In cubic KCdF₃ every cadmium ion sits at the centre of six fluorines. Here the whole cadmium sublattice is pushed along a line that runs through two of them, while everything else, the cell included, stays where it is. A positive displacement brings cadmium closer to one axial fluorine, a negative one closer to its opposite, and by symmetry the two directions are equivalent. The questions below follow the rows at 0.025 and −0.2 Å most closely.

Cubic perovskite KCdF₃ (5-atom cell, a = 4.382 Å, not relaxed at this level), with the Cd sublattice moved along (−1, 0, 0) and all else fixed. Ansatz 0.2.0, PBEsol, scalar-relativistic plane-wave PAW, no spin polarisation, 420 eV cutoff, Γ-centred 6×6×6 k mesh, 0.05 eV Gaussian smearing. Free energies are relative to the undisplaced cell; pressure is positive in compression.

| displacement (Å) | energy change (eV a cell) | force along direction (eV/Å summed over the moved atoms) | pressure (GPa) | gap on mesh (eV) |
| --- | --- | --- | --- | --- |
| -0.2 | 0.216 | 2.388 | 1.60 | 2.992 |
| -0.1 | 0.050 | 1.020 | 0.48 | 2.972 |
| 0 | 0.000 | 0.000 | 0.13 | 2.964 |
| 0.025 | 0.003 | -0.242 | 0.15 | 2.965 |
| 0.05 | 0.012 | -0.489 | 0.22 | 2.966 |
| 0.075 | 0.028 | -0.747 | 0.33 | 2.969 |
| 0.125 | 0.079 | -1.315 | 0.69 | 2.977 |
| 0.15 | 0.116 | -1.637 | 0.94 | 2.981 |
| 0.175 | 0.161 | -1.993 | 1.24 | 2.987 |

### 1. Does cadmium prefer the centre?

Yes, as long as its neighbours are held fixed. The energy change is zero at the centre and positive in every other row. The force along the direction always has the opposite sign to the displacement, so it pushes cadmium back. This is a single well, with no sign of the two off-centre minima that would mark a spontaneous shift of cadmium alone.

The displaced crystal is no longer cubic in symmetry, although its cell edges stay equal. It is tetragonal and polar, because cadmium now has one short and one long bond along the line. At −0.2 Å these bonds measure 1.99 and 2.39 Å.

### 2. Why does the restoring force grow faster than the displacement?

For an ideal spring, force divided by displacement would be constant. Here that ratio rises from 9.68 eV/Å² at 0.025 Å to 11.94 eV/Å² at −0.2 Å. The well becomes stiffer as cadmium moves outwards.

The likely cause is the repulsion between closed electron shells, which rises ever more steeply as two ions approach. When cadmium shifts, the short bond pushes harder and the long bond pushes less, and both changes drive it back. The gain on the short side grows faster than the shift, the loss on the long side more slowly. If these two departures cancelled, the spring would stay ideal. For a repulsion that falls off exponentially they do not quite cancel: the extra gain outweighs the missing loss, so the total force grows faster than the shift.

The calculated forces show where the reaction goes. At −0.2 Å the axial fluorine takes 94 % of it, and potassium takes the rest; the other two fluorines feel only a very small force the opposite way. Each axial fluorine lies between two cadmium ions, one approaching and one receding, so it feels both changes.

A simple model puts this into a formula. Let $x$ be the size of the displacement and let each push fall off exponentially with bond length, with decay length $\rho$. The size $f$ of the restoring force is then the difference of two exponentials:

$$f = C\left(e^{x/\rho}-e^{-x/\rho}\right) = \frac{2C}{\rho}\,x+\frac{C}{3\rho^3}\,x^3+\dots$$

The first term is the ordinary spring and the second is the hardening. A least-squares fit of $C$ and $\rho$ to the six rows with $x$ up to 0.125 Å overshoots the force at −0.2 Å, a row outside the fit, by only 0.3 %.

The fitted $\rho$ is about 0.17 Å, clearly shorter than the roughly 0.3 Å usual for repulsion between ions. Part of the reason is that the model leaves out electrical attraction. When a charged sublattice shifts, every cell acquires a dipole, and the field of these dipoles pulls cadmium further off centre in proportion to $x$. For rigid ions with formal charges this softening is of the order of a few eV/Å². To leading order it weakens the spring term and leaves the hardening alone. Adding it back to the spring term would lengthen $\rho$ only to about 0.19 Å, so most of the difference stays unexplained. The fitted $\rho$ describes the net force and should not be read as the range of the repulsion.

### 3. Why does hardening show more in the force than in the energy?

The two leading terms of the expansion are enough to see it. Write $f = kx + bx^3$, where $k$ is the stiffness at the centre and $b$ measures the hardening. A least-squares fit to the same six rows gives $k = 9.64$ eV/Å² and $b = 56$ eV/Å⁴.

Now take the row at −0.2 Å, which was not used in the fit. The spring term gives $9.64\times0.2 = 1.93$ eV/Å, while the calculated force is 2.388 eV/Å, or 24 % more. Adding the hardening term, $56\times0.2^3 = 0.45$ eV/Å, brings the model to within half a per cent of that force.

The energy is the force summed along the path:

$$E = \tfrac12 kx^2+\tfrac14 bx^4$$

The spring term alone gives 0.193 eV at this displacement, and the calculated 0.216 eV is only 12 % higher. Summing along the path turns $x$ into $x^2/2$ but $x^3$ into $x^4/4$, which halves the relative weight of the hardening. The energy also remembers the soft start of the path, whereas the force reports the stiff end. A search for departures from a harmonic spring should therefore look at forces first.

### 4. Which digits can be trusted for the stiffness at the centre?

A small displacement is attractive here because hardening hardly contributes. At 0.025 Å, however, the printed energy is 0.003 eV, and half a unit in its last digit is 17 % of the value. The stiffness $2E/x^2$ obtained from it could lie anywhere between about 8 and 11 eV/Å².

The force in the same row is −0.242 eV/Å, and rounding affects it by only 0.2 %. Near the minimum the energy shrinks with the square of the displacement and the force only with its first power. In a rounded table the force therefore keeps its digits where the energy loses them. The loss lies in the printing and not in the calculation: the unrounded energy of this row gives the same stiffness as the force to better than one per cent.

With rounded values, small steps with forces are the better way to a curvature. If only rounded energies are at hand, take larger steps and include an $x^4$ term in the fit. Either way, the digits describe PBEsol in this cell, at this cutoff and k mesh and with PAW datasets made for PBE. How far finer settings would move them was not tested, and agreement with a real crystal is a separate matter again.

### 5. Why does moving an atom inside a fixed cell raise the pressure?

The pressure rises from 0.13 GPa at the centre to 1.60 GPa at −0.2 Å, although the volume has not changed. A positive value means that the cell would expand if it were allowed to. The same two bonds can account for it, but a different combination of their pushes counts.

The restoring force reflects the *difference* between the pushes of the short and the long bond. The stress along the line depends mainly on their *sum*. To first order in the displacement the gain of one bond cancels the loss of the other, and the curvature of the repulsion leaves a surplus that grows with the square of the displacement. The table agrees: doubling the shift from −0.1 to −0.2 Å raises the added pressure about fourfold.

The pressure column is an average over three directions and hides how one-sided the effect is. Between the centre and −0.2 Å, the calculated stress along the shift rises by 4.7 GPa, while across it the stress falls by about 0.15 GPa. A free cell would therefore respond mainly by stretching along the direction of the shift.

### 6. What would change if the cell were one per cent shorter along each edge?

The pressure column already holds the answer for small changes. Pressure measures how the energy responds to volume, so the part of it that grows with $x^2$ measures how the *stiffness* responds to volume. No second cell is needed for a first estimate.

Let $V$ be the cell volume and write the energy near the centre as $E_0(V)+\tfrac12k(V)x^2$. When the cell shrinks, the ions keep their fractional positions, so $x$ shrinks with the cell edge. Taking the pressure as $P=-dE/dV$ then gives

$$P-P_0=-\frac{x^2}{2}\left(\frac{dk}{dV}+\frac{2k}{3V}\right)$$

where $P_0$ is the pressure at the centre. A least-squares fit of a constant, an $x^2$ and an $x^4$ term to all nine pressures gives 35 GPa/Å² for the $x^2$ term. With 1 eV/Å³ equal to 160.2 GPa, this is 0.218 eV/Å⁵.

The cell holds five atoms at 16.83 Å³ each, so $V$ is 84.15 Å³. Solving for the volume dependence gives

$$\frac{dk}{dV}=-2\times0.218-\frac{2\times9.64}{3\times84.15}\approx-0.51\ \text{eV/Å}^5$$

Multiplied by $V/k$, this means that the stiffness rises by about 4.5 % for each per cent of volume lost. An edge shorter by 1 % removes about 3 % of the volume and so stiffens the well by about 13 %.

This strong response is what steep repulsion leads to: a small loss of room costs a large push. It also has a practical side. Two calculations whose cell edges differ by 1 % can disagree on this stiffness by more than a tenth through volume alone. Compare them in the same cell before blaming the functional.

### 7. What would change if cadmium were replaced by titanium in an oxide?

The balance between repulsion and attraction could tip. In barium titanate, the standard example, Ti⁴⁺ has empty 3d levels not far above the filled 2p levels of oxygen. Moving titanium towards one oxygen lets these levels mix more strongly, which lowers the energy and works against the repulsion. If this gain and the dipole attraction together win near the centre, the single well becomes a double one.

Cd²⁺ has a filled 4d shell and lacks such low-lying empty d levels. That fits the single well seen here, although one compound does not test the comparison. In a table like this one, a double well would show up as negative energy changes close to the centre and a force that points outwards there. More room around the central ion favours such a well, because expansion weakens the repulsion. The stiffness in question 6, which falls as the cell grows, fits this picture.

### 8. Is cubic KCdF₃ therefore stable?

The scan settles less than that. It moves one sublattice against a fixed frame, whereas in a real polar vibration the other ions move as well. How much the frame is allowed to follow changes the answer: if it followed completely, the whole crystal would merely be carried along, at no cost in energy.

There is also a different way to leave the cubic structure. At room temperature KCdF₃ is orthorhombic, with its fluorine octahedra tilted. Because the octahedra share corners, neighbours at right angles to a tilt axis must turn in opposite senses, and a cell with a single octahedron has no room for that pattern. The next calculation should therefore use a larger cell and turn the fluorines about cadmium. It would answer the question that this scan leaves open: does tilting the octahedra lower the energy?
